**Li²⁺ 1s polarisability from the Sturmian Green function: a wrong attempt and its repair**

**Conventions**

I use atomic units in the algebra, a point nucleus of infinite mass and charge $Z$, and $G(E)=(H-E)^{-1}$. Up to the overall sign, this is the non-relativistic limit of the bound-electron propagator of the Furry picture. Partial waves are $G=\sum_{lm}Y_{lm}(\hat r)Y^*_{lm}(\hat r')\,g_l(r,r')/(rr')$, with $H_l=-\tfrac12\partial_r^2+l(l+1)/2r^2-Z/r$ and $(H_l-E)g_l=\delta(r-r')$.

For $E=-k^2/2<0$ the Sturmians are

$$S_{nl}(r;k)=\sqrt{\frac{(n-l-1)!}{(n+l)!}}\;(2kr)^{l+1}e^{-kr}L^{2l+1}_{n-l-1}(2kr),\qquad n>l .$$

They obey $\int_0^\infty S_{nl}S_{n'l}\,dr/r=\delta_{nn'}$ and solve the Coulomb equation at energy $-k^2/2$ for the charge $nk$, so $(H_l-E)S_{nl}=(nk-Z)S_{nl}/r$. The Laguerre polynomials are complete with weight $x^{2l+1}e^{-x}$, so $\sum_nS_{nl}(r)S_{nl}(r')/r=\delta(r-r')$. Together these give

$$g_l(r,r';E)=\sum_{n>l}\frac{S_{nl}(r;k)\,S_{nl}(r';k)}{nk-Z}.\tag{1}$$

A field $F$ along $z$ shifts the 1s level by $-\alpha_dF^2/2$, with $\alpha_d=2\langle1s|z\,G(E_1)\,z|1s\rangle$. The angular integral gives $1/3$, so

$$\alpha_d=\frac23\iint r\,u_{10}(r)\,g_1(r,r';E_1)\,r'u_{10}(r')\,dr\,dr',\qquad u_{10}=2Z^{3/2}re^{-Zr},\quad E_1=-\frac{Z^2}{2}.\tag{2}$$

The pole at $E_1$ lies in $g_0$ only, so $g_1$ needs no subtraction. For Li²⁺ ($Z=3$) this model binds the 1s electron by 122.5 eV, with decay length $a_0/Z=0.176$ Å.

**First attempt (wrong; its result must not be used)**

A1. With $E_n=-Z^2/2n^2$, one has $E_n-E=(nk-Z)(nk+Z)/2n^2$, so term $n$ of (1) is
$$\frac{nk+Z}{2n^2}\,\frac{S_{nl}(r;k)S_{nl}(r';k)}{E_n-E}.$$

A2. At $k=Z/n$ the Sturmian is proportional to the bound state $u_{nl}$. Since $\langle1/r\rangle_{nl}=Z/n^2$ for unit-normalised $u_{nl}$, $S_{nl}(r;Z/n)=n\,u_{nl}/\sqrt Z$.

A3 (wrong). I read $S_{nl}$ as the bound state $nl$, because both carry the same labels and the same Laguerre polynomial. I put $k=Z/n$ in the numerator of A1. The factors $Z/n^2$ and $n^2/Z$ cancel, leaving
$$g_l\overset{?}{=}\sum_{n>l}\frac{u_{nl}(r)u_{nl}(r')}{E_n-E}.$$

A4. The standard closed form of the radial dipole integral $R_n=\int u_{n1}\,r\,u_{10}\,dr$ is
$$R_n^2=\frac{2^8n^7(n-1)^{2n-5}}{Z^2(n+1)^{2n+5}},$$
and direct integration for $n=2$ gives $2^{15}/(3^9Z^2)$, as it should. With $\omega_n=E_n-E_1=Z^2(n^2-1)/2n^2$, (2) becomes
$$Z^4\alpha_d\overset{?}{=}\sum_{n\ge2}\frac{2^{10}n^9(n-1)^{2n-6}}{3(n+1)^{2n+6}}.$$
The terms $n=2,3,4$ are 2.960, 0.400 and 0.132. The rest falls off as $n^{-3}$ and adds 0.171.

**Wrong result:** $\alpha_d=3.6633/Z^4$, which for Li²⁺ is $0.04523\,a_0^3=6.70\times10^{-3}$ Å³.

**Symptom**

The number lies below a rigorous lower bound. On p waves $H-E_1$ is positive, so for any real p-wave trial function $\chi$ the Hylleraas functional gives
$$\alpha_d/2\ \ge\ 2\langle\chi|z|1s\rangle-\langle\chi|H-E_1|\chi\rangle .$$
I take $\chi=c\,z|1s\rangle$. Then $\langle1s|z(H-E_1)z|1s\rangle=\tfrac12\langle[z,[H,z]]\rangle=\tfrac12$ and $\langle z^2\rangle=1/Z^2$. The right side is $2c/Z^2-c^2/2$, largest at $c=2/Z^2$, so $\alpha_d\ge4/Z^4$. For Li²⁺ the bound is $7.32\times10^{-3}$ Å³. My 6.70 came from a converged sum and still falls short, so the expression being summed is wrong.

Two sum rules point the same way. The oscillator strengths $f_n=\tfrac23\omega_nR_n^2$ of the states kept in A3 add to 0.565, while the Thomas–Reiche–Kuhn rule, which is the double commutator above, requires 1. Closure requires $\sum R_n^2/3=\langle z^2\rangle=1/Z^2$, and my states give $0.717/Z^2$.

**The faulty line**

A1 and A2 are exact. A3 is the slip. In (1), $k$ is one number fixed by the energy argument, here $k=Z$ for every $n$. All functions decay as $e^{-Zr}$, and what changes with $n$ is the charge $nk$. Bound states have one charge and an exponent $Z/n$ that changes with $n$. The two sets meet only for a single $n$ at a time, at the energy $E=E_n$.

Setting $k=Z/n$ in the numerator therefore replaces each term by its pole part. The residue is right, which is why the result looked familiar. But $E_1$ lies 91.8 eV below the nearest p-wave pole, and $k=Z$ is $n$ times the value I inserted. As a function of $E$, $g_l$ has poles at the $E_n$ and a cut along $E>0$. In (1) the cut enters through $k=\sqrt{-2E}$ inside each term. A3 froze that dependence and so dropped the cut. Directly: $H_l-E$ acting on A3 gives $\sum_nu_{nl}(r)u_{nl}(r')$, the projector on bound states, where a delta function is needed.

A Sturmian is not a superposition of bound states alone. The function $S_{21}(r;Z)$ is proportional to $r\,u_{10}$, so the closure sum above measures its content: 71.7 % of its norm $\int S_{21}^2\,dr$ lies in bound p states and 28.3 % in the continuum.

**Mended calculation**

I keep $k=Z$ in every term and set $x=2Zr$. Equations (1) and (2) give
$$\alpha_d=\frac23\sum_{n\ge2}\frac{M_n^2}{Z(n-1)},\qquad M_n=\int S_{n1}\,r\,u_{10}\,dr=\frac{1}{4Z^{3/2}}\sqrt{\frac{(n-2)!}{(n+1)!}}\int_0^\infty x^3e^{-x}\,x\,L^3_{n-2}(x)\,dx .$$
Since $L^3_0=1$ and $L^3_1=4-x$, one has $x=4L^3_0-L^3_1$. Orthogonality, with norms $3!$ and $4!$, makes the integral $+24$ for $n=2$, $-24$ for $n=3$ and zero for all $n\ge4$. Hence $M_2^2=6/Z^3$, $M_3^2=3/(2Z^3)$, and
$$\alpha_d=\frac{2}{3Z^4}\left(\frac61+\frac{3/2}{2}\right)=\frac{4+\tfrac12}{Z^4}=\frac{9}{2Z^4}.$$
The first term equals the variational bound, as it must, because that trial function is $S_{21}$.

First test: the two terms give the response function
$$w(r)=\sum_n\frac{S_{n1}M_n}{Z(n-1)}=\frac{1+Zr/2}{Z^2}\,r\,u_{10},$$
and differentiation confirms $(H_1-E_1)w=r\,u_{10}$. The termination is special to this source, a polynomial times $e^{-kr}$ with the same $k$. At other energies, as in a dynamic polarisability, the sum is infinite but still discrete.

Second test: I restore the continuum in the spectral form. With photoelectron energy $\epsilon Z^2/2$ and $\epsilon=q^2$, the standard oscillator density is
$$\frac{df}{d\epsilon}=\frac{2^7}{3(1+\epsilon)^4}\,\frac{e^{-4\arctan(q)/q}}{1-e^{-2\pi/q}},\qquad \omega=\frac{Z^2(1+\epsilon)}{2}.$$
Integrating gives $\int df=0.435$ and $Z^4\int df/\omega^2=0.8367$. These complete the sums: $0.565+0.435=1$ and $3.6633+0.8367=9/2$.

**Size of the error**

Bound and continuum parts both scale as $Z^{-4}$, so the slip loses 18.6 % of $\alpha_d$ for every $Z$. For Li²⁺ I divide by $Z^4=81$ and use $a_0^3=0.148185$ Å³. The Stark column is the shift of the internal energy at an assumed field of 1 V/nm; the force on the ion as a whole is set aside. That field is $1.945\times10^{-3}$ a.u., and the expansion parameter $F/Z^3=7.2\times10^{-5}$ makes higher orders negligible.

| | $\alpha_d$ ($a_0^3$) | $\alpha_d$ ($10^{-3}$ Å³) | lowering of 1s (µeV) |
|---|---|---|---|
| mended, two Sturmians | 0.05556 | 8.23 | 2.86 |
| wrong, bound states only | 0.04523 | 6.70 | 2.33 |
| lost continuum | 0.01033 | 1.53 | 0.53 |

The same fraction is lost for a shallow donor in the isotropic effective-mass model. With typical GaAs inputs $m^*=0.067\,m_e$ and $\varepsilon_r=12.9$, the model has $a^*=a_0\varepsilon_rm_e/m^*=10.2$ nm and a binding energy of 5.5 meV, or 64 K in temperature units. For the macroscopic field in the crystal, and in SI form, $\alpha_d/(4\pi\varepsilon_0\varepsilon_r)=\tfrac92a^{*3}=4.8\times10^3$ nm³. The slip would give $3.9\times10^3$ nm³. Both numbers are the model's.

For Li²⁺ the omitted physics is far smaller than the slip. Relativistic corrections are of relative order $(Z\alpha)^2=4.8\times10^{-4}$, with $\alpha$ the fine-structure constant. Recoil contributes several times $m_e/M=7.8\times10^{-5}$ for an assumed nuclear mass of 7 u, and radiative terms carry a further power of $\alpha$ beyond the relativistic ones. The exact value of the Schrödinger model is $a_0^3/18=8.23\times10^{-3}$ Å³, these corrections touch at most its third figure, and the bound-state sum misses it by $1.53\times10^{-3}$ Å³.